Working notes: the one-electron spin-orbit parameter ζ and its scaling with Z

1. Premises and conventions

I do the algebra in hartree atomic units (ħ = m = e = 4πε₀ = 1, c = 1/α) and convert at the end with 1 hartree = 27.211 eV and 1 bohr = a₀ = 0.5292 Å. V(r) is the potential energy of the electron, so V = −Z/r for a bare nucleus. E excludes the rest energy, l and s are in units of ħ, and s = σ/2.

I assume (a) that each electron obeys the Dirac equation in a static, local, central potential, (b) a point nucleus of infinite mass without spin, (c) that I keep only the lowest order in α², and (d) l ≥ 1. The many-electron operator is then the sum H = Σ_i ξ(r_i) l_i·s_i of identical one-electron terms, and my job is to find ξ and its radial average ζ.

2. The operator

With large component φ and small component χ the Dirac equation reads

(V − E) φ + c σ·p χ = 0
c σ·p φ + (V − E − 2c²) χ = 0.

The second line gives χ = K σ·p φ/(2c), with K(r) = [1 + (E − V)/(2c²)]⁻¹. Inserting this in the first line is still exact:

½ (σ·p) K (σ·p) φ + V φ = E φ.

The Pauli identity (σ·a)(σ·b) = a·b + i σ·(a × b), used with the operator order kept, gives (σ·p)K(σ·p) = p·K p + i σ·(p × K p). Since p = −i∇ and p × p = 0, only the derivative of K survives in the cross product: p × K p = −i (∇K) × p. For central K, ∇K = (K′/r) r, and r × p = l, so the second term is (K′/r) σ·l = 2 (K′/r) l·s. Therefore

[½ p·K p + V + (K′/r) l·s] φ = E φ,  K′ = K² V′/(2c²).

I write the bracket as H₀ + W(E), with H₀ = p²/2 + V and W of order α². W is Hermitian at fixed E, and replacing E by the unperturbed E₀ inside it changes the result only at order α⁴. So E − E₀ = ⟨φ₀|W(E₀)|φ₀⟩ to the order I want. The piece ½ p·(K − 1) p contains no spin and shifts both j levels of a given nl equally. In the spin-dependent piece I set K² → 1, and obtain

ξ(r) = (α²/2) (1/r) dV/dr.

The prefactor is half of what one gets by naively coupling a g = 2 moment to the magnetic field seen in the electron's rest frame. That half is the kinematic factor found by Thomas in 1926, and it needs no separate argument here. V rises with r for an attractive centre, so ξ > 0.

3. Angular part

The perturbation commutes with l², s², j² and j_z, where j = l + s, and it conserves parity, so it does not connect 2p with the degenerate 2s. From j² = l² + s² + 2 l·s,

⟨l·s⟩ = ½ [j(j+1) − l(l+1) − ¾] = l/2 for j = l + ½, and −(l+1)/2 for j = l − ½.

With u(r) = r R(r) normalised to ∫u² dr = 1, I define

ζ_nl = ∫ u² ξ dr.

The shifts are +lζ/2 and −(l+1)ζ/2. Weighted with the degeneracies 2l+2 and 2l they sum to zero, as they must for a traceless operator. The interval is

Δ = (l + ½) ζ_nl,

with j = l − ½ lowest for a single electron. For p electrons Δ = 3ζ/2.

4. The effective charge

I define Q(r) = r² dV/dr, so that ξ = (α²/2) Q(r)/r³. If V is the electrostatic potential energy in the field of the nucleus and a spherical cloud of other electrons, Gauss's law gives Q(r) = Z − N(r), with N(r) the number of those electrons inside r. Then

ζ_nl = (α²/2) Z_eff ⟨r⁻³⟩,  Z_eff = ⟨Q r⁻³⟩/⟨r⁻³⟩.

This is a definition, exact within the premises. Its usefulness comes from the weight u²/r³, which sits far inside the orbital. For hydrogenic 2p, u² = Z⁵ r⁴ e^(−Zr)/24. With t = Zr the charge density goes as t⁴e^(−t) and peaks at 4a₀/Z, while the weight goes as t e^(−t) and peaks at a₀/Z. The sphere t < 2 holds the fraction 1 − 3e⁻² = 0.594 of ζ but only 1 − 7e⁻² = 0.053 of the charge.

To see what this does to screening I add a 1s² pair and take all orbitals unscreened, which is the large-Z limit. Then N(t) = 2[1 − e^(−2t)(1 + 2t + 2t²)], and since ∫ t e^(−3t)(1 + 2t + 2t²) dt = 1/9 + 4/27 + 4/27 = 11/27,

Z − Z_eff = 2(1 − 11/27) = 32/27 = 1.19.

The operator is screened by 1.19 electrons, not by 2. Screening also expands the orbital and lowers ⟨r⁻³⟩, at the same relative order 1/Z. That effect belongs to ⟨r⁻³⟩ and not to Z_eff, and a single screening constant in a form (Z − σ)⁴ mixes the two.

5. The hydrogenic value

For V = −Z/r, Z_eff = Z and I need only ⟨r⁻³⟩. The radial equation is u″ = 2(U − E)u with U = l(l+1)/(2r²) − Z/r.

First step. Multiply by 2u′, which gives d(u′²)/dr = 2(U − E) d(u²)/dr, and integrate from 0 to ∞, by parts on the right. Near the origin u ∝ r^(l+1), so u′² and Uu² both vanish as r^(2l) for l ≥ 1, and all terms vanish at infinity. What remains is ⟨dU/dr⟩ = 0, that is

l(l+1) ⟨r⁻³⟩ = Z ⟨r⁻²⟩.

Second step. The radial problem has E = −Z²/[2(n_r + l + 1)²] for any real l ≥ 0, with n_r the number of nodes. I treat l as a parameter and use the Hellmann-Feynman theorem at fixed n_r. The left side is ∂E/∂l = Z²/n³ with n = n_r + l + 1, the right side is ⟨∂U/∂l⟩ = (l + ½)⟨r⁻²⟩. Hence ⟨r⁻²⟩ = Z²/[n³(l + ½)], and

⟨r⁻³⟩ = Z³/[n³ l(l + ½)(l + 1)]

ζ_nl = α² Z⁴/[2 n³ l(l + ½)(l + 1)] hartree,  Δ = α² Z⁴/[2 n³ l(l + 1)] hartree.

One power of Z comes from the field and three from the length scale a₀/Z. Direct integration for 2p confirms it: (Z⁵/24) ∫ r e^(−Zr) dr = Z³/24, and n³ l(l + ½)(l + 1) = 8 × 3 = 24. So ζ_2p = α²Z⁴/48 and Δ_2p = α²Z⁴/32.

6. Penetrating valence electron

Now the electron spends most of its time outside a core, in the field of the net charge Z_o (1 for a neutral atom, 2 for a singly charged ion), but ζ is collected near the nucleus, where I model the field as that of a charge Z_i ≫ Z_o. The inner region fixes the shape of u where it matters, the outer region fixes the normalisation, and a WKB function carries the amplitude between them.

Normalisation. In the allowed region u ≈ A k^(−1/2) cos θ(r), with k² = 2(E − V) − (l + ½)²/r² in the Langer form and θ′ = k. The constant A is the same everywhere between the turning points. Replacing cos² by ½ gives 1 = (A²/2) ∫ dr/k. The quantisation rule ∫ k dr = (n_r + ½)π, differentiated with respect to n at fixed l with ∂k/∂E = 1/k, gives (dE/dn) ∫ dr/k = π. Therefore

A² = (2/π) dE/dn.

The level spacing measures the amplitude. For a Rydberg series E = −Z_o²/(2n*²) with n* = n − δ, so dE/dn = (Z_o²/n*³)(1 − dδ/dn), and I drop dδ/dn.

Inner shape. Where Z_i/r ≫ |E| the equation is u″ = [l(l+1)/r² − 2Z_i/r] u. The substitution x = √(8 Z_i r) turns it into Bessel's equation, and the regular solution is u = C √r J_(2l+1)(x). For large x, J ≈ √(2/(πx)) cos(…), and with k ≈ √(2Z_i/r) one has x = 2kr, so the envelope of √r J is (πk)^(−1/2). Matching to the WKB form gives C² = πA² = 2 dE/dn. I tested this on the exact hydrogenic np functions, for which u² → (4/9) Z⁵ r⁴ (n² − 1)/n⁵ at small r. The Bessel form with C² = 2Z²/n³ gives (4/9) Z⁵ r⁴/n³, the same up to the factor 1 − 1/n².

The integral. With r = x²/(8Z_i) and dr = x dx/(4Z_i),

⟨r⁻³⟩ = C² ∫ r⁻² J² dr = 16 Z_i C² I_l,  I_l = ∫₀^∞ x⁻³ J²_(2l+1) dx.

I can get the pure number I_l from section 5. A hydrogenic state of charge Z_i and n → ∞ has this same inner function with C² = 2Z_i²/n³, so 32 Z_i³ I_l/n³ must equal Z_i³/[n³ l(l + ½)(l + 1)]. Thus I_l = 1/[32 l(l + ½)(l + 1)], which is 1/96 for p. For l = 1 the first zero of J₃ lies at x = 6.380, or r = 5.09 a₀/Z_i, and more than nine tenths of I₁ comes from inside it. The claim that ζ is made in the innermost lobe is thus self-consistent. Collecting,

⟨r⁻³⟩ = Z_i (dE/dn)/[l(l + ½)(l + 1)]

ζ = (α²/2) Z_i ⟨r⁻³⟩ = α² Z_i² Z_o²/[2 n*³ l(l + ½)(l + 1)] hartree.

This is the form of Landé's formula of 1924. For Z_i = Z_o = Z and n* = n it returns the hydrogenic result exactly.

One worry is that the surrounding electrons add a large constant to the inner potential, so the local energy ε in the inner Coulomb field is not zero. The semiclassical form of the integral shows why this is mild. There ⟨r⁻³⟩ = (A²/2) ∫ dr/(r³k) with k² = 2ε + 2Z_i/r − λ²/r² and λ = l + ½. In the variable w = 1/r the integral becomes ∫ w dw/√(2ε + 2Z_i w − λ²w²) between the two roots, which is (π/λ) times their midpoint Z_i/λ², so πZ_i/λ³, independent of ε. What does matter is the variation of Q(r) across the inner lobe, and I absorb that in Z_i < Z. Z_i is therefore a parameter of the model, and the single symbol covers two averages of Q(r), one in the operator and one in the orbital shape.

Scaling. In a neutral atom Z_o = 1, and n* is set by the binding energy, n* = (13.606 eV/|E|)^(1/2). A typical 3 eV gives n* = 2.13. Valence binding energies change little down a group, because δ grows along with n, so n* is nearly fixed and Δ = (l + ½)ζ ∝ Z_i², roughly Z². With Z_i = Z − s the local exponent d ln ζ/d ln Z is 2Z/(Z − s). The typical choice s ≈ 4 for p electrons makes it 2.5 at Z = 20 and 2.17 at Z = 50. The two missing powers of Z are the probability of finding the electron in the inner region, which is smaller than in a hydrogenic ion of charge Z_i and the same n by (Z_o/Z_i)². Along an isoelectronic sequence Z_o grows with Z and the Z⁴ law returns at large Z.

7. Transfer to molecules

With several nuclei V′ becomes a sum, and the working operator is H = (α²/2) Σ_i Σ_A Z_eff,A r_iA⁻³ l_iA·s_i, with l_iA taken about nucleus A. The r⁻³ weight makes one-centre terms dominant. In a linear molecule only the component λ = ±1 of a π orbital along the axis z survives in first order, so the diagonal part is ζ l_z s_z with values ±ζ/2. A ²Π state with one π electron, whose weight on the p orbital of atom A is c_A², has Ω = 3/2 above Ω = 1/2 by Σ_A c_A² ζ_A when overlap and two-centre terms are dropped. The factor is 1 and not the atomic 3/2, and the order inverts for π³, where the open shell is a hole. The Z dependence is that of ζ_A.

8. Range of validity

Higher orders in Zα. K departs from 1 near r_c = Zα²/2, which is (Zα)²/2 in units of a₀/Z. For the Coulomb field I can measure the error against the exact Dirac levels. With β = Zα, γ = √(1 − β²) and the rest energy included, the Dirac formula reduces for n = 2 to c²√(1 − β²/4) for j = 3/2 and c²√((1 + γ)/2) for j = 1/2. The difference of the two radicands is (1 − γ)²/4, and 1 − γ = β²/(1 + γ), so

Δ_D/Δ = 8/{(1 + γ)² [√(1 − β²/4) + √((1 + γ)/2)]} = 1 + (5/8)β² + …

The leading term reproduces α²Z⁴/32, an independent test of sections 2 to 5. The formula always underestimates the interval, by less than 1 % up to Z = 17 and less than 10 % of Δ up to Z = 52. A penetrating p electron samples the same inner region, so the valence formula has corrections of the same order in Z_iα and runs low by tens of per cent for the heaviest elements.

First order only. For j = l − ½ the term −(l+1)ξ/2 is attractive and goes as r⁻³, which beats the centrifugal r⁻² at small r, so the operator is unbounded below and must not be used variationally with a flexible basis. Keeping K cures this, because K → 2c²r/Z makes K′/r go as 1/r. For l = 0 the operator l·s vanishes and ⟨r⁻³⟩ diverges, so ζ is not defined.

QED and recoil. The coupling is proportional to g − 1, the magnetic part g minus the kinematic 1. With g = 2(1 + α/2π) the interval grows by α/π = 0.232 %. This equals the (5/8)β² term at Z² = 8/(5πα), or Z = 8.35, so it is the larger correction up to Z = 8. For nuclear mass M, ⟨r⁻³⟩ scales as the cube of the reduced mass (−3m/M) and the motion of the nucleus adds +2m/M, a net −m/M, which is −0.054 % for a proton. Nuclear size and higher-order QED shift the interval by typically an eV or so near Z = 80.

Many electrons. The local potential contains only the direct part of the two-electron spin-orbit interaction. Exchange parts, including spin-other-orbit terms, are not in Q(r), as Blume and Watson worked out in 1962. Relative to the nuclear term they are of order 1/Z, like the direct screening 32/(27Z) above, so they matter most in light atoms and an empirical Z_eff silently contains them. The step from ζ to the splitting of a many-electron term also requires ζ to be small against the electrostatic term separations.

Valence formula. It needs a penetrating orbit, Z_i ≫ Z_o, a slowly varying δ and an unperturbed series. It is best for p electrons. For d and f the integrand starts as r^(2l−1) and is weighted further out, so Z_i lies well below Z, and for non-penetrating orbits Z_i tends to Z_o. The Z² law is a trend down a group and not an interpolation formula from one element to the next.

9. Numbers for 2p in hydrogen-like ions

The unit is α² × 1 hartree = 1.4490 meV. Hence ζ_2p = 30.19 µeV × Z⁴ and Δ = 45.28 µeV × Z⁴, or Δ/k_B = 0.5255 K × Z⁴.

I work Fe²⁵⁺ (Z = 26) through. The weight peaks at a₀/Z = 0.0204 Å. ⟨r⁻³⟩ = 26³/24 = 732.3 a₀⁻³ = 4942 Å⁻³. Then ζ = 0.7245 meV × 26 × 732.3 = 13.80 eV. The j = 3/2 level moves up by 6.90 eV, the j = 1/2 level down by 13.80 eV, and Δ = 20.69 eV, equivalent to 2.40 × 10⁵ K. Relative to the binding energy Z²/8 hartree this is β²/4 = 0.0090, small enough for first order.

ion | Z | ζ (eV) | Δ (eV) | Δ_D (eV) | Δ_D/Δ
H | 1 | 3.019 × 10⁻⁵ | 4.528 × 10⁻⁵ | 4.528 × 10⁻⁵ | 1.00003
C⁵⁺ | 6 | 0.03912 | 0.05869 | 0.05876 | 1.0012
Fe²⁵⁺ | 26 | 13.80 | 20.69 | 21.17 | 1.0230
Sn⁴⁹⁺ | 50 | 188.7 | 283.0 | 308.9 | 1.0913
Pb⁸¹⁺ | 82 | 1365 | 2047 | 2653 | 1.2956

The four figures serve to compare the two formulas for a fixed point nucleus. As statements about real ions, the entries are uncertain from the third or fourth figure on, because the corrections of section 8 are left out. For H, adding the three small terms gives the factor 1 + 0.00232 − 0.00054 + 0.00003 = 1.0018 and Δ = 45.36 µeV. For Pb⁸¹⁺ the lowest-order formula falls short of the Dirac interval, and so of the real ion, by tens of per cent, and the first correction alone gives a ratio of 1.224 against the full 1.2956.

The valence formula for l = 1 can be put on the same unit: Δ = 45.28 µeV × Z_i² Z_o² (2/n*)³. A model neutral atom with Z_i = 50, Z_o = 1 and n* = 2 has Δ = 0.113 eV, smaller than the 283.0 eV of the hydrogen-like 2p level at Z = 50 by the factor Z² = 2500.